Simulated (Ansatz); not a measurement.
## LuZnCuAs$_{2}$: band masses and rigid-band transport — Ansatz, plane waves and PAW

Space group P3m1 (No. 156), 5 atoms in the cell of the first input below: a = 4.080 Å, b = 4.080 Å, c = 6.687 Å, α = 90.00°, β = 90.00°, γ = 120.00°.

The structure comes from the Materials Project database of computed cells (whether it is a measured phase wasn't checked), with its volume kept and shape and atoms relaxed; such computed volumes mostly lie a few per cent over measured ones, and more in layered crystals (pressure -2.0 GPa with this functional, without spin–orbit coupling). Functional: r2SCAN.

Spin–orbit coupling is left out. Kohn–Sham gap between the band edges found on a fine mesh: 0.29 eV.

Levels at points 0.012 Å⁻¹ about the band edges give the masses:

```yaml
crystal:
  lattice:
    - [4.0800539766, 0.0, 0.0]
    - [-2.0400269883, 3.5334303925, 0.0]
    - [0.0, 0.0, 6.686950375]
  atoms:
    - { symbol: As, position: [0.6666666667, 0.3333333333, 0.2466531606] }
    - { symbol: As, position: [0.0, 0.0, 0.752812394] }
    - { symbol: Cu, position: [0.6666666667, 0.3333333333, 0.6367286807] }
    - { symbol: Lu, position: [0.3333333333, 0.6666666667, 0.9825952078] }
    - { symbol: Zn, position: [0.0, 0.0, 0.381210557] }
basis:
  ecutwfc: 500
  ecutrho_ratio: 4
kpoints:
  mp_grid: { grid: [8, 8, 4] }
hamiltonian:
  xc: r2scan
scf:
  occupations: { method: gaussian, width: 0.05 }
output:
  forces: true
  stress: true
  eigenvalues: true
  eigenstates:
    kpoints:
      - [0.0, 0.0, 0.0]
      - [0.007792329, -0.003896165, 0.0]
      - [-0.007792329, 0.003896165, 0.0]
      - [0.0, 0.006748355, 0.0]
      - [0.0, -0.006748355, 0.0]
      - [0.0, 0.0, 0.012771134]
      - [0.0, 0.0, -0.012771134]
      - [0.005510009, 0.002016803, 0.0]
      - [-0.005510009, -0.002016803, 0.0]
      - [0.005510009, -0.002755004, 0.009030556]
      - [-0.005510009, 0.002755004, -0.009030556]
      - [0.0, 0.004771808, 0.009030556]
      - [0.0, -0.004771808, -0.009030556]
      - [0.004498903, 0.001646713, 0.007373418]
      - [-0.004498903, -0.001646713, -0.007373418]
      - [0.0, -0.5, 0.0]
      - [0.007792329, -0.503896165, 0.0]
      - [-0.007792329, -0.496103835, 0.0]
      - [0.0, -0.493251645, 0.0]
      - [0.0, -0.506748355, 0.0]
      - [0.0, -0.5, 0.012771134]
      - [0.0, -0.5, -0.012771134]
      - [0.005510009, -0.497983197, 0.0]
      - [-0.005510009, -0.502016803, 0.0]
      - [0.005510009, -0.502755004, 0.009030556]
      - [-0.005510009, -0.497244996, -0.009030556]
      - [0.0, -0.495228192, 0.009030556]
      - [0.0, -0.504771808, -0.009030556]
      - [0.004498903, -0.498353287, 0.007373418]
      - [-0.004498903, -0.501646713, -0.007373418]
    de_dk: true
    e_range: [-0.7411059094455, 0.7444692069855]
```

```bash
ansatz run input.yaml --threads 8 --pin off --max-ram 15360MiB --backend cpu --events-out ev --progress --plain --runs-dir out
```

Time: 13 s on 8 threads of AMD EPYC 7R43 64-Core Processor (Zen 3), with other jobs on the host, peak memory 0.88 GiB.

Edges at k = (0.000, 0.000, 0.000) and (0.000, -0.500, 0.000); masses in electron masses along fixed Cartesian directions (which need not be the axes of a valley), negative for hole-like bands, for at most the three nearest levels of the same spin at these k-points, within 0.3 eV:

| edge | band | from the edge (meV) | degeneracy | x | y | z | 111 |
| --- | --- | --- | --- | --- | --- | --- | --- |
| valence | 1 | 0 | 2 | -0.253 | -0.253 | -0.437 | -0.235 |
| valence | 2 | 0 | 2 | -0.071 | -0.071 | -0.437 | -0.108 |
| conduction | 1 | 0 | 1 | 0.128 | 1.067 | 1.418 | 0.303 |

These curvatures agree with the slopes at the same points. They hold at the edge alone, and further out the bands need not be parabolic. Degenerate bands can be warped: each is named by its order in energy along a direction and has no mass tensor of its own.

Masses are left out for further valence bands: a band curves the other way along some direction. Levels left out at the same k lie 289 meV under the valence edge.

The states of the whole zone with their velocity products:

```yaml
crystal:
  lattice:
    - [4.0800539766, 0.0, 0.0]
    - [-2.0400269883, 3.5334303925, 0.0]
    - [0.0, 0.0, 6.686950375]
  atoms:
    - { symbol: As, position: [0.6666666667, 0.3333333333, 0.2466531606] }
    - { symbol: As, position: [0.0, 0.0, 0.752812394] }
    - { symbol: Cu, position: [0.6666666667, 0.3333333333, 0.6367286807] }
    - { symbol: Lu, position: [0.3333333333, 0.6666666667, 0.9825952078] }
    - { symbol: Zn, position: [0.0, 0.0, 0.381210557] }
basis:
  ecutwfc: 500
  ecutrho_ratio: 4
kpoints:
  mp_grid: { grid: [8, 8, 4] }
hamiltonian:
  xc: r2scan
scf:
  occupations: { method: gaussian, width: 0.05 }
output:
  forces: true
  stress: true
  eigenvalues: true
  states_by_energy: { minimum_broadening: 0.05 }
```

```bash
ansatz run input.yaml --threads 8 --pin off --max-ram 15360MiB --backend cpu --events-out ev --progress --plain --runs-dir out
```

Time: 14 min on 8 threads of AMD EPYC 7R43 64-Core Processor (Zen 3), with other jobs on the host, peak memory 2.8 GiB.

From that table, at a constant relaxation time τ with Fermi–Dirac weights and rigid bands:

| T (K) | doping (cm⁻³) | μ − E_F (eV) | σ_xx/τ (10²⁰/Ω m s) | S_xx (μV/K) | Lorenz (10⁻⁸ V²/K²) | ħω_p,xx (eV) |
| --- | --- | --- | --- | --- | --- | --- |
| 600 | n 1e20 | 0.135 | 0.1 | -268 | 1.96 | 0.701 |
| 600 | p 1e20 | -0.269 | 0.111 | 126 | 2.30 | 0.736 |
| 600 | n 1e21 | 0.320 | 0.879 | -103 | 1.89 | 2.074 |
| 600 | p 1e21 | -0.604 | 0.732 | 54 | 2.34 | 1.892 |
| 900 | n 1e21 | 0.300 | 0.834 | -135 | 1.72 | 2.020 |
| 900 | p 1e21 | -0.591 | 0.718 | 79 | 2.26 | 1.875 |

6 rows with a Lorenz number over 3 are left out: with so small an uncorrected gap, carriers of both signs are excited across it there.

Q: Which of the dopings listed at 600 K has the largest power factor S²σ/τ along x?

A: n 1e20: 7.2, p 1e20: 1.8, n 1e21: 9.3, p 1e21: 2.1 (10¹¹ W/m K² s), so n 1e21 cm⁻³, if τ is the same for all. Along z the largest is 2, for p 1e20 cm⁻³, as the crystal conducts unlike along its axes.

Caveats: melting, decomposition and changes of phase at these temperatures weren't checked; no scattering is computed, and the gap isn't corrected; no spin-orbit coupling, which matters for these elements; semilocal functionals can close or invert narrow gaps falsely; spin–orbit coupling, left out, splits the As p valence bands by some tenths of an eV, so hole masses, degeneracies and p rows are those of the unsplit bands.

Within these bands, electrons give the larger in-plane thermopower at every matched doping and temperature, while their σ/τ stays close to that of holes. The reason is the shape and number of the conduction valleys. The minimum lies at the zone boundary, so symmetry repeats it, and sharing the carriers among several valleys keeps the chemical potential low relative to the band edge. Each valley is also strongly anisotropic: the heavy directions add density of states, while the light one, averaged over the valleys, sustains in-plane conduction.

Holes instead occupy a single region around the zone centre, where the degenerate pair is probably mainly As p in the plane. Along z the order changes because the electron mass there is 1.418, against 0.437 in magnitude for holes, so the n-type advantage is directional.

The preference for n 1e21 over n 1e20 is weak: the power factors per τ are 9.3 and 7.2, and a modestly shorter lifetime at the heavier doping, as extra impurity scattering could cause, would reverse it.
